**Ionisation energies of Pt15+ to Pt27+: eigenvalue shifts, shell changes and the 4f–5s crossing**

The table holds ionisation energies (differences of total energies), highest eigenvalues and mean radii of thirteen platinum ions from spherical, spin-unpolarised, scalar-relativistic BLYP calculations with Quantum ESPRESSO ld1.x in NIST's configurations, beside NIST's theoretical values. The program checks the Janak trapezoid, compares the shift of each level on losing an electron with ⟨1/r⟩, splits every step into level shift, level spacing and change of IE + ε, and fits a screened hydrogenic formula and a straight line to Pt20+ to Pt27+. The trapezoid reproduces the energies to 0.16–0.26 eV, and the shift is 0.60–0.69 of ⟨1/r⟩ in atomic units. The hydrogenic fit leaves 2.5 eV rms but misses the radii and the curvature. A second-order estimate puts other configurations of Pt18+ and Pt19+ some 10 to 14 eV lower at this level, and only Pt15+ and Pt16+ differ from NIST by more than the stated uncertainty.

Platinum ions Pt15+ to Pt27+ in NIST's ground configurations, computed with Quantum ESPRESSO ld1.x 7.5 as spherical all-electron atoms with scalar-relativistic BLYP, a point nucleus and no spin polarisation; open shells are spread evenly over spin and m. Ionisation energies are differences of total energies; the highest occupied level is that of the ion before ionisation.

## Script

```python
# Table: ionisation energies (Delta-SCF), highest eigenvalues, radii of Pt15+..Pt27+; QE ld1.x, BLYP,
# scalar-relativistic, spin-unpolarised, spherical, NIST configurations. Tested: Janak trapezoid, level
# shift U vs <1/r>, split of the steps, hydrogenic vs linear 4f trend, error vs NIST uncertainty.
T = {
    'ion': ['Pt15+', 'Pt16+', 'Pt17+', 'Pt18+', 'Pt19+', 'Pt20+', 'Pt21+', 'Pt22+', 'Pt23+', 'Pt24+', 'Pt25+', 'Pt26+', 'Pt27+'],
    'Z': [78, 78, 78, 78, 78, 78, 78, 78, 78, 78, 78, 78, 78],
    'charge': [15, 16, 17, 18, 19, 20, 21, 22, 23, 24, 25, 26, 27],  # e
    'N': [63, 62, 61, 60, 59, 58, 57, 56, 55, 54, 53, 52, 51],
    'configuration': ['[Kr] 4d10 4f14 5s2 5p1', '[Kr] 4d10 4f14 5s2', '[Kr] 4d10 4f13 5s2', '[Kr] 4d10 4f12 5s2', '[Kr] 4d10 4f12 5s1', '[Kr] 4d10 4f12', '[Kr] 4d10 4f11', '[Kr] 4d10 4f10', '[Kr] 4d10 4f9', '[Kr] 4d10 4f8', '[Kr] 4d10 4f7', '[Kr] 4d10 4f6', '[Kr] 4d10 4f5'],
    'removed': ['5p', '4f', '4f', '5s', '5s', '4f', '4f', '4f', '4f', '4f', '4f', '4f', '4f'],
    'ionisation_energy': [338.365, 417.694, 458.898, 480.419, 507.449, 565.481, 610.643, 657.041, 704.649, 753.445, 803.407, 854.517, 906.756],  # eV
    'minus_highest_eigenvalue': [326.79, 397.59, 436.34, 467.24, 494.12, 543.38, 587.93, 633.73, 680.75, 728.96, 778.36, 828.91, 880.61],  # eV
    'highest_level_mean_radius': [0.95751, 0.49111, 0.85433, 0.84119, 0.83377, 0.46678, 0.45865, 0.45095, 0.44362, 0.43665, 0.43, 0.42363, 0.41754],  # bohr
    'highest_level': ['5p', '4f', '5s', '5s', '5s', '4f', '4f', '4f', '4f', '4f', '4f', '4f', '4f'],
    'nist': [358.0, 392.0, 445.0, 479.0, 507.0, 550.0, 610.0, 660.0, 710.0, 760.0, 820.0, 870.0, 930.0],  # eV
    'nist_unc': [17.0, 20.0, 22.0, 24.0, 25.0, 30.0, 30.0, 30.0, 40.0, 40.0, 40.0, 40.0, 50.0],  # eV
    'error': [-19.6, 25.7, 13.9, 1.42, 0.449, 15.5, 0.643, -2.96, -5.35, -6.56, -16.6, -15.5, -23.2],  # eV
}
import numpy as np
from scipy.constants import physical_constants as pc
from scipy.optimize import minimize_scalar
Ry = pc['Rydberg constant times hc in eV'][0]; Ha = 2*Ry
q = np.array([int(x) for x in T['charge']]); rem = [str(x) for x in T['removed']]
IE, eh, r, nist, unc, err = [np.array(T[k], float) for k in ('ionisation_energy', 'minus_highest_eigenvalue',
    'highest_level_mean_radius', 'nist', 'nist_unc', 'error')]
B = {(str(l), int(c)): e for l, c, e in zip(T['highest_level'], q, eh)}  # -eigenvalue, eV
# typed from further outputs of the same runs: -eigenvalues (eV) and <1/r> (1/bohr) of the removed shell
B.update({('4f',15):369.718, ('4f',17):438.122, ('4f',18):480.006, ('4f',19):511.471, ('4f',28):933.420,
          ('5s',15):381.571, ('5s',16):406.149, ('5s',23):620.942, ('5p',16):350.405})
ir = np.array([1.402,2.466,2.503,1.638,1.657,2.562,2.598,2.634,2.669,2.704,2.738,2.772,2.805])
b = np.array([B[(s, c)] for s, c in zip(rem, q)])
a = np.array([B.get((s, c+1), np.nan) for s, c in zip(rem, q)])
gap = IE-b; U = a-b; trap = (a+b)/2-IE
n = np.array([int(s[0]) for s in rem]); dl = n*np.sqrt(IE/Ry)-(q+1)
print('eV; floors: eigenvalue rounding 0.005, program 0.02. trap=mean(-eps before,after)-IE; c=U/(Ha<1/r>)')
print(' q sh -eps_rem ratio IE+eps trap    U    c  delta err/unc')
for i in range(len(q)):
    print(f'{q[i]} {rem[i]} {b[i]:7.2f} {b[i]/IE[i]:.3f} {gap[i]:5.2f} {trap[i]:5.2f} {U[i]:5.2f} '
          f'{U[i]/Ha/ir[i]:.3f} {dl[i]:5.2f} {err[i]/unc[i]:+.2f}')
print('step (eV) = shift of next level + level spacing in first ion + change of IE+eps (identity)')
st = np.diff(IE)
for i in range(len(q)-1):
    old = B[(rem[i+1], q[i])]
    print(f'{q[i]}->{q[i+1]} {rem[i]}->{rem[i+1]} {st[i]:5.2f} = {b[i+1]-old:5.2f} {old-b[i]:+6.2f} '
          f'{gap[i+1]-gap[i]:+5.2f} | NIST step {nist[i+1]-nist[i]:.0f}')
d = {c: B[('5s',c)]-B[('4f',c)] for c in (15,16,17,18,19,23)}
print('eps4f-eps5s eV (5s empty at 23):', ' '.join(f'{c}:{v:+.2f}' for c, v in d.items()))
sh = lambda s, c: B[(s,c+1)]-B[(s,c)]
print(f"5s shift on 4f loss {sh('5s',16):.2f} {sh('5s',17):.2f}; 4f shift on 5s loss {sh('4f',18):.2f} {sh('4f',19):.2f} eV")
K = sh('4f',17)+sh('5s',18)-sh('5s',17)-sh('4f',18)
print(f'rough 5s->4f transfer, curvature K={K:.1f} eV: one e-', ' '.join(f'{c}:{d[c]+K/2:+.1f}' for c in (17,18,19)),
      f'; two e- at 18: {2*d[18]+2*K:+.1f} eV')
m = q >= 20; o = (q == 16) | (q == 17)
hyd = lambda D, x: Ry*(x+1+D)**2/16
D = minimize_scalar(lambda x: ((hyd(x, q[m])-IE[m])**2).sum(), bounds=(0, 20), method='bounded').x
p = np.polyfit(q[m], IE[m], 1); rms = lambda x: np.sqrt(np.mean(x**2))
for nm, f in ((f'hydrogenic delta={D:.2f}', hyd(D, q)), (f'line slope={p[0]:.2f} eV/charge', np.polyval(p, q))):
    z = f-IE
    print(nm, f'rms {rms(z[m]):.2f} eV, max {np.abs(z[m]/IE[m]).max()*100:.2f}%; resid 20-27:', np.round(z[m], 1))
    print('   left out (5s2 present) q=16,17 resid eV:', np.round(z[o], 1))
print(f'slope of 4*sqrt(IE/Ry) vs q {np.polyfit(q[m], dl[m]+q[m]+1, 1)[0]:.3f}; hydrogenic 2nd difference {Ry/8:.2f} eV')
print('computed 2nd differences eV:', np.round(np.diff(IE[m], 2), 2))
rh = 18/(q+1+D)
print(f'<r>4f hydrogenic vs computed bohr: q20 {rh[m][0]:.3f}/{r[m][0]:.3f}, q27 {rh[-1]:.3f}/{r[-1]:.3f}; '
      f'computed shrink {100*(1-r[-1]/r[m][0]):.1f}%')
print(f'q20->27 growth: U {100*(U[-1]/U[m][0]-1):.1f}%, <1/r> {100*(ir[-1]/ir[m][0]-1):.1f}%, IE {100*(IE[-1]/IE[m][0]-1):.1f}%')
nf = 32-q[m]; S = lambda k: np.minimum(k, 14-k)/2
for nm, x in (('q', q[m]), ('Hund S(n-1)^2-S(n)^2', S(nf-1)**2-S(nf)**2)):
    c = np.polyfit(x, err[m], 1)
    print(f'error 20-27 vs {nm}: slope {c[0]:.2f} eV, rms {rms(np.polyval(c, x)-err[m]):.1f} eV')
print(f'NIST 10 eV rounding floor rms {10/12**.5:.1f} eV; beyond unc: q={q[np.abs(err) > unc]}; '
      f'max |err|/IE {np.abs(err/IE).max()*100:.1f}%')
f4 = np.array([s == '4f' for s in rem])
assert np.all(st > 0) and np.all(np.diff(IE[m], 2) > 0)
assert np.nanmax(np.abs(trap)) < 0.5
assert gap[f4].min() > gap[~f4].max() > 0
assert d[16] > 0 > d[17] > d[18] > d[19]
```

Printed output:

```
eV; floors: eigenvalue rounding 0.005, program 0.02. trap=mean(-eps before,after)-IE; c=U/(Ha<1/r>)
 q sh -eps_rem ratio IE+eps trap    U    c  delta err/unc
15 5p  326.79 0.966 11.57  0.23 23.61 0.619  8.93 -1.15
16 4f  397.59 0.952 20.10  0.16 40.53 0.604  5.16 +1.28
17 4f  438.12 0.955 20.78  0.17 41.88 0.615  5.23 +0.63
18 5s  467.24 0.973 13.18  0.26 26.88 0.603 10.71 +0.06
19 5s  494.12 0.974 13.33   nan   nan nan 10.54 +0.02
20 4f  543.38 0.961 22.10  0.17 44.55 0.639  4.79 +0.52
21 4f  587.93 0.963 22.71  0.19 45.80 0.648  4.80 +0.02
22 4f  633.73 0.965 23.31  0.20 47.02 0.656  4.80 -0.10
23 4f  680.75 0.966 23.90  0.21 48.21 0.664  4.79 -0.13
24 4f  728.96 0.968 24.49  0.22 49.40 0.671  4.77 -0.16
25 4f  778.36 0.969 25.05  0.23 50.55 0.678  4.74 -0.42
26 4f  828.91 0.970 25.61  0.24 51.70 0.685  4.70 -0.39
27 4f  880.61 0.971 26.15  0.26 52.81 0.692  4.65 -0.46
step (eV) = shift of next level + level spacing in first ion + change of IE+eps (identity)
15->16 5p->4f 79.33 = 27.87 +42.93 +8.53 | NIST step 34
16->17 4f->4f 41.20 = 40.53  +0.00 +0.67 | NIST step 53
17->18 4f->5s 21.52 = 30.90  -1.78 -7.60 | NIST step 34
18->19 5s->5s 27.03 = 26.88  +0.00 +0.15 | NIST step 28
19->20 5s->4f 58.03 = 31.91 +17.35 +8.77 | NIST step 43
20->21 4f->4f 45.16 = 44.55  +0.00 +0.61 | NIST step 60
21->22 4f->4f 46.40 = 45.80  +0.00 +0.60 | NIST step 50
22->23 4f->4f 47.61 = 47.02  +0.00 +0.59 | NIST step 50
23->24 4f->4f 48.80 = 48.21  +0.00 +0.59 | NIST step 50
24->25 4f->4f 49.96 = 49.40  +0.00 +0.56 | NIST step 60
25->26 4f->4f 51.11 = 50.55  +0.00 +0.56 | NIST step 50
26->27 4f->4f 52.24 = 51.70  +0.00 +0.54 | NIST step 60
eps4f-eps5s eV (5s empty at 23): 15:+11.85 16:+8.56 17:-1.78 18:-12.77 19:-17.35 23:-59.81
5s shift on 4f loss 30.19 30.90; 4f shift on 5s loss 31.47 31.91 eV
rough 5s->4f transfer, curvature K=6.4 eV: one e- 17:+1.4 18:-9.6 19:-14.2 ; two e- at 18: -12.7 eV
hydrogenic delta=4.75 rms 2.54 eV, max 0.56%; resid 20-27: [-1.8 -2.3 -2.4 -2.  -1.   0.5  2.5  5.1]
   left out (5s2 present) q=16,17 resid eV: [-15.6 -18.9]
line slope=48.76 eV/charge rms 2.70 eV, max 0.74%; resid 20-27: [-4.2 -0.6  1.8  3.   2.9  1.7 -0.6 -4.1]
   left out (5s2 present) q=16,17 resid eV: [-51.4 -43.9]
slope of 4*sqrt(IE/Ry) vs q 0.981; hydrogenic 2nd difference 1.70 eV
computed 2nd differences eV: [1.24 1.21 1.19 1.17 1.15 1.13]
<r>4f hydrogenic vs computed bohr: q20 0.699/0.467, q27 0.550/0.418; computed shrink 10.5%
q20->27 growth: U 18.5%, <1/r> 9.5%, IE 60.4%
error 20-27 vs q: slope -4.69 eV, rms 3.3 eV
error 20-27 vs Hund S(n-1)^2-S(n)^2: slope 2.94 eV, rms 8.5 eV
NIST 10 eV rounding floor rms 2.9 eV; beyond unc: q=[15 16]; max |err|/IE 6.2%
```
